**Third ionisation energies of 4d and 5d ions: predicting Au²⁺ and Hg²⁺**

The table holds ionisation energies, highest eigenvalues and mean radii of M²⁺ ions from spin-polarised scalar-relativistic LDA, beside configuration-averaged Dirac-Fock energies and NIST values. The program tests an exchange-counting model for the LDA less Dirac-Fock gap, a Janak-type scaling of $\mathrm{IE}+\varepsilon$ with $1/\langle r\rangle$, and a bracketed extrapolation along the spin-down rows to the two withheld ions. The extrapolated energies, radii and eigenvalues all fall within their error bars, while the counting model, with its two constants fitted, reproduces the Re–Os break but comes out about 0.3 eV too low for Au²⁺ and Hg²⁺. LDA exceeds the table by 1.17 eV for measured Hg²⁺ and by 3.70 eV for Au²⁺, whose table value is theory with an uncertainty of 1.6 eV.

Doubly charged 4d and 5d ions in NIST's ground configurations: spherical all-electron, spin-polarised scalar-relativistic LDA (Perdew-Zunger) with Quantum ESPRESSO ld1.x 7.5, point nucleus, open shells at highest spin, IE from total-energy differences. Dirac-Fock column: B-spline radial atomic code, version 1 (Dirac-Coulomb, Fermi nucleus, average over the configuration).

## Numerical check

```python
# Table: ionisation energies of 4d and 5d 2+ ions; spin-polarised scalar-relativistic LDA-PZ (ld1.x),
# configuration-averaged Dirac-Fock, NIST values. Tested: exchange counting for LDA - DF, Janak
# curvature a/<r> for IE + eps, and extrapolation on the spin-down branch to the withheld rows.
T = {
    'ion': ['Mo2+', 'Tc2+', 'Cd2+', 'Hf2+', 'Ta2+', 'W2+', 'Re2+', 'Os2+', 'Ir2+', 'Pt2+', 'Au2+', 'Hg2+'],
    'Z': [42, 43, 48, 72, 73, 74, 75, 76, 77, 78, 79, 80],
    'N': [40, 41, 46, 70, 71, 72, 73, 74, 75, 76, 77, 78],
    'configuration': ['[Kr] 4d4', '[Kr] 4d5', '[Kr] 4d10', '[Xe] 4f14 5d2', '[Xe] 4f14 5d3', '[Xe] 4f14 5d4', '[Xe] 4f14 5d5', '[Xe] 4f14 5d6', '[Xe] 4f14 5d7', '[Xe] 4f14 5d8', '[Xe] 4f14 5d9', '[Xe] 4f14 5d10'],
    'removed': ['4d', '4d', '4d', '5d', '5d', '5d', '5d', '5d', '5d', '5d', '5d', '5d'],
    'ionisation_energy': [27.8703, 30.0518, 38.08, 22.537, 24.5902, 26.573, 28.5052, 27.4193, 29.6132, 31.6886, 33.6967, 35.6603],  # eV
    'minus_highest_eigenvalue': [21.988, 23.861, 30.706, 17.532, 19.343, 21.091, 22.793, 21.818, 23.731, 25.558, 27.333, 29.072],  # eV
    'highest_level_mean_radius': [1.7175, 1.6089, 1.2537, 2.1019, 1.9757, 1.8665, 1.7714, 1.7135, 1.6347, 1.5641, 1.5006, 1.4434],  # bohr
    'highest_level': ['4d up', '4d up', '4d', '5d up', '5d up', '5d up', '5d up', '5d down', '5d down', '5d down', '5d down', '5d'],
    'nist': [27.13, 29.55, 37.468, 22.55, 23.1, 26.0, 27.0, 25.0, 28.0, 29.0, 30.0, 34.49],  # eV
    'nist_kind': ['semi-empirical', 'semi-empirical', 'measured', 'theory', 'theory', 'semi-empirical', 'theory', 'theory', 'theory', 'theory', 'theory', 'measured'],
    'nist_unc': [0.12, None, 0.006, 0.04, 1.6, 0.4, 1.6, 1.6, 1.6, 1.6, 1.6, 0.05],  # eV
    'error': [0.74, 0.502, 0.612, -0.013, 1.49, 0.573, 1.51, 2.42, 1.61, 2.69, 3.7, 1.17],  # eV
    'ie_hf': [25.252, 27.077, 36.087, 20.688, 22.328, 23.954, 25.574, 27.193, 28.815, 30.443, 32.079, 33.726],  # eV
}
HELD = [10, 11]  # rows withheld from the fit
import numpy as np
from scipy.constants import physical_constants as pc
Ha = pc['Hartree energy in eV'][0]
A = lambda k: np.array([np.nan if v is None else float(v) for v in T[k]])
ion = T['ion']; ix = {s: i for i, s in enumerate(ion)}
Z, IE, E, R, DF, NI, ER = map(A, ['Z', 'ionisation_energy', 'minus_highest_eigenvalue', 'highest_level_mean_radius', 'ie_hf', 'nist', 'error'])
n = A('N') - np.where(Z < 57, 36, 68)
K = [i for i in range(len(ion)) if i not in HELD]; F = [i for i in K if Z[i] > 57]
G = IE - DF; a = (IE - E) * R; Q = E / IE
x = np.where(n <= 5, 2 * (n - 1) / 3, -2 * (10 - n) / 3)
D, c = np.polyfit(x[F], G[F], 1)
u = lambda i: 'none' if T['nist_unc'][i] is None else str(T['nist_unc'][i])
print('ion  d^n LDA-DF  resid(count) IE+eps -eps/IE a(eV bohr) LDA-NIST DF-NIST unc kind  [eV]')
for i in K:
    print(f'{ion[i]:5s}{n[i]:3.0f} {G[i]:6.3f} {G[i]-c-D*x[i]:+7.3f} {IE[i]-E[i]:9.3f} {Q[i]:7.3f} {a[i]:8.3f} {ER[i]:+9.3f} {DF[i]-NI[i]:+7.3f}  {u(i)} {T["nist_kind"][i]}')
for nm, y in (('LDA IE (eV)', IE), ('DF IE (eV)', DF), ('LDA-DF (eV)', G), ('radius (bohr)', R)):
    print(f'steps Hf to Pt, {nm}:', ' '.join(f'{d:+.3f}' for d in np.diff(y[F])))
Mo, Tc, Cd, W, Re, Os, Ir, Pt = [ix[s + '2+'] for s in 'Mo Tc Cd W Re Os Ir Pt'.split()]
rms = np.sqrt(np.mean((G[F] - c - D * x[F])**2))
print(f'counting fit on 5d rows: D={D:.3f} c={c:.3f} rms={rms:.3f} eV (rounding 0.0005); D from Re-Os jump {(G[Re]-G[Os])*3/16:.3f}')
# further outputs of the same runs: Os2+ DF F2, F4 (5d5/2), 5d levels, corrected IE; 3+ and W2+ LDA levels
Ds = 5 / 84 * (7.487679 + 4.933596); so = (1.063327 - 1.022639) * Ha
print(f'Os2+ DF: 5(F2+F4)/84={Ds:.3f} eV, fitted D/this={D/Ds:.2f}; W2+ LDA up-down splitting {21.09056-18.61739:.3f} eV')
print(f'Os2+ DF: 5d splitting {so:.3f}, zeta {0.4*so:.3f}, -eps(5d5/2)-IE {27.82743-DF[Os]:+.3f}, Breit+QED+recoil {27.20468-27.1929:+.3f} eV')
print(f'gap 5d less 4d: W-Mo {G[W]-G[Mo]:+.3f}, Re-Tc {G[Re]-G[Tc]:+.3f} eV')
for i, e3 in ((Mo, 33.97865), (Tc, 36.46901)):
    print(f'Janak {ion[i]}: level deepens {e3-E[i]:.3f} eV; mean of two -eps {(e3+E[i])/2:.3f}, less IE {(e3+E[i])/2-IE[i]:+.3f} eV')
def ext(y, rows, t):
    w = np.array([np.prod([(t - n[b]) / (n[p] - n[b]) for b in rows if b != p]) for p in rows])
    return w @ y[rows], abs(w).sum()
def br(y, k, t, rnd, f, rows):
    (p, _), (q, s) = ext(y, rows[-k:], t), ext(y, rows[-k - 1:], t)
    return (p + q) / 2, f * abs(p - q) + rnd * s
p, b = br(IE, 2, 5, 5e-5, 0.5, F[:3]); q, s = br(1 / R, 2, 5, 2e-5, 1, F[:3])
print(f'back-test Re from Hf,Ta,W: IE {p:.3f}+-{b:.3f} miss {IE[Re]-p:+.3f} eV; r {1/q:.4f}+-{s/q**2:.4f} miss {R[Re]-1/q:+.4f} bohr')
dn = [Os, Ir, Pt]; a0 = a[dn].mean(); aC = a[Cd] + (a[W] - a[Mo] + a[Re] - a[Tc]) / 2
print(f'a: mean Os-Pt {a0:.3f}, spread {np.ptp(a[dn]):.3f}, Cd shifted to 5d {aC:.3f} eV bohr')
assert IE[Os] < IE[Re] and DF[Os] > DF[Re] and R[Os] < R[Re]
assert np.ptp(np.diff(DF[F])) < 0.03
assert all(0.77 < Q[i] < 0.82 for i in K)
assert abs(G[W] - G[Mo]) < 0.1 and abs(G[Re] - G[Tc]) < 0.1
def show(nm, p, b, v, d):
    print(f'  {nm:16s} predicted {p:.{d}f} +- {b:.{d}f}  computed {v:.{d}f}  miss {v-p:+.{d}f}  ' + ('inside' if abs(v - p) <= b else 'outside'))
for h in HELD:
    t = n[h]
    print(f'{ion[h]} d{t:.0f}: highest level {T["highest_level"][h]}; NIST {T["nist"][h]} eV, unc {u(h)}, {T["nist_kind"][h]}; DF-NIST {DF[h]-NI[h]:+.3f}')
    pd, bd = br(DF, 3, t, 5e-4, 1, F); pi, bi = br(IE, 2, t, 5e-5, 0.5, dn); q, s = br(1 / R, 2, t, 2e-5, 1, dn)
    g = a0 * q; bg = abs(a0 - aC) * (t - 8) / 2 * q + a0 * s
    show('DF IE (eV)', pd, bd, DF[h], 3)
    show('LDA IE (eV)', pi, bi, IE[h], 3)
    show('radius (bohr)', 1 / q, s / q**2, R[h], 4)
    show('-eps (eV)', pi - g, bi + bg, E[h], 3)
    show('-eps/IE', 1 - g / pi, bg / pi + g * bi / pi**2, Q[h], 4)
    show('counting IE (eV)', pd + c + D * x[h], rms, IE[h], 3)
    if t == 10:
        show('DF + Cd gap (eV)', pd + G[Cd], bd + abs(G[Re] - G[Tc]), IE[h], 3)
        show('LDA-NIST (eV)', ER[Cd] + 0.5, 0.5, ER[h], 3)
    else:
        show('LDA-NIST (eV)', ER[dn].mean(), float(T['nist_unc'][Pt]), ER[h], 3)
    print(f'  computed: LDA-DF {G[h]:.3f} eV, a {a[h]:.3f} eV bohr, steps LDA {IE[h]-IE[h-1]:+.3f}, DF {DF[h]-DF[h-1]:+.3f} eV')
```

It prints:

```
ion  d^n LDA-DF  resid(count) IE+eps -eps/IE a(eV bohr) LDA-NIST DF-NIST unc kind  [eV]
Mo2+   4  2.618  +0.018     5.882   0.789   10.103    +0.740  -1.878  0.12 semi-empirical
Tc2+   5  2.975  +0.061     6.191   0.794    9.960    +0.502  -2.473  none semi-empirical
Cd2+  10  1.993  +0.333     7.374   0.806    9.245    +0.612  -1.381  0.006 measured
Hf2+   2  1.849  -0.124     5.005   0.778   10.520    -0.013  -1.862  0.04 theory
Ta2+   3  2.262  -0.025     5.247   0.787   10.367    +1.490  -0.772  1.6 theory
W2+    4  2.619  +0.018     5.482   0.794   10.232    +0.573  -2.046  0.4 semi-empirical
Re2+   5  2.931  +0.017     5.712   0.800   10.119    +1.510  -1.426  1.6 theory
Os2+   6  0.226  -0.179     5.601   0.796    9.598    +2.420  +2.193  1.6 theory
Ir2+   7  0.798  +0.079     5.882   0.801    9.616    +1.610  +0.815  1.6 theory
Pt2+   8  1.246  +0.213     6.131   0.807    9.589    +2.690  +1.443  1.6 theory
steps Hf to Pt, LDA IE (eV): +2.053 +1.983 +1.932 -1.086 +2.194 +2.075
steps Hf to Pt, DF IE (eV): +1.640 +1.626 +1.620 +1.619 +1.622 +1.628
steps Hf to Pt, LDA-DF (eV): +0.413 +0.357 +0.312 -2.705 +0.572 +0.447
steps Hf to Pt, radius (bohr): -0.126 -0.109 -0.095 -0.058 -0.079 -0.071
counting fit on 5d rows: D=0.470 c=1.660 rms=0.120 eV (rounding 0.0005); D from Re-Os jump 0.507
Os2+ DF: 5(F2+F4)/84=0.739 eV, fitted D/this=0.64; W2+ LDA up-down splitting 2.473 eV
Os2+ DF: 5d splitting 1.107, zeta 0.443, -eps(5d5/2)-IE +0.634, Breit+QED+recoil +0.012 eV
gap 5d less 4d: W-Mo +0.001, Re-Tc -0.044 eV
Janak Mo2+: level deepens 11.991 eV; mean of two -eps 27.983, less IE +0.113 eV
Janak Tc2+: level deepens 12.608 eV; mean of two -eps 30.165, less IE +0.113 eV
back-test Re from Hf,Ta,W: IE 28.521+-0.036 miss -0.015 eV; r 1.7700+-0.0029 miss +0.0014 bohr
a: mean Os-Pt 9.601, spread 0.027, Cd shifted to 5d 9.389 eV bohr
Au2+ d9: highest level 5d down; NIST 30.0 eV, unc 1.6, theory; DF-NIST +2.079
  DF IE (eV)       predicted 32.078 +- 0.011  computed 32.079  miss +0.001  inside
  LDA IE (eV)      predicted 33.705 +- 0.060  computed 33.697  miss -0.008  inside
  radius (bohr)    predicted 1.4999 +- 0.0015  computed 1.5006  miss +0.0007  inside
  -eps (eV)        predicted 27.304 +- 0.137  computed 27.333  miss +0.029  inside
  -eps/IE          predicted 0.8101 +- 0.0026  computed 0.8111  miss +0.0011  inside
  counting IE (eV) predicted 33.425 +- 0.120  computed 33.697  miss +0.272  outside
  LDA-NIST (eV)    predicted 2.240 +- 1.600  computed 3.700  miss +1.460  inside
  computed: LDA-DF 1.618 eV, a 9.549 eV bohr, steps LDA +2.008, DF +1.636 eV
Hg2+ d10: highest level 5d; NIST 34.49 eV, unc 0.05, measured; DF-NIST -0.764
  DF IE (eV)       predicted 33.723 +- 0.036  computed 33.726  miss +0.003  inside
  LDA IE (eV)      predicted 35.662 +- 0.179  computed 35.660  miss -0.001  inside
  radius (bohr)    predicted 1.4414 +- 0.0039  computed 1.4434  miss +0.0020  inside
  -eps (eV)        predicted 29.001 +- 0.344  computed 29.072  miss +0.071  inside
  -eps/IE          predicted 0.8132 +- 0.0056  computed 0.8152  miss +0.0020  inside
  counting IE (eV) predicted 35.383 +- 0.120  computed 35.660  miss +0.278  outside
  DF + Cd gap (eV) predicted 35.716 +- 0.080  computed 35.660  miss -0.056  inside
  LDA-NIST (eV)    predicted 1.112 +- 0.500  computed 1.170  miss +0.058  inside
  computed: LDA-DF 1.934 eV, a 9.510 eV bohr, steps LDA +1.964, DF +1.647 eV
```
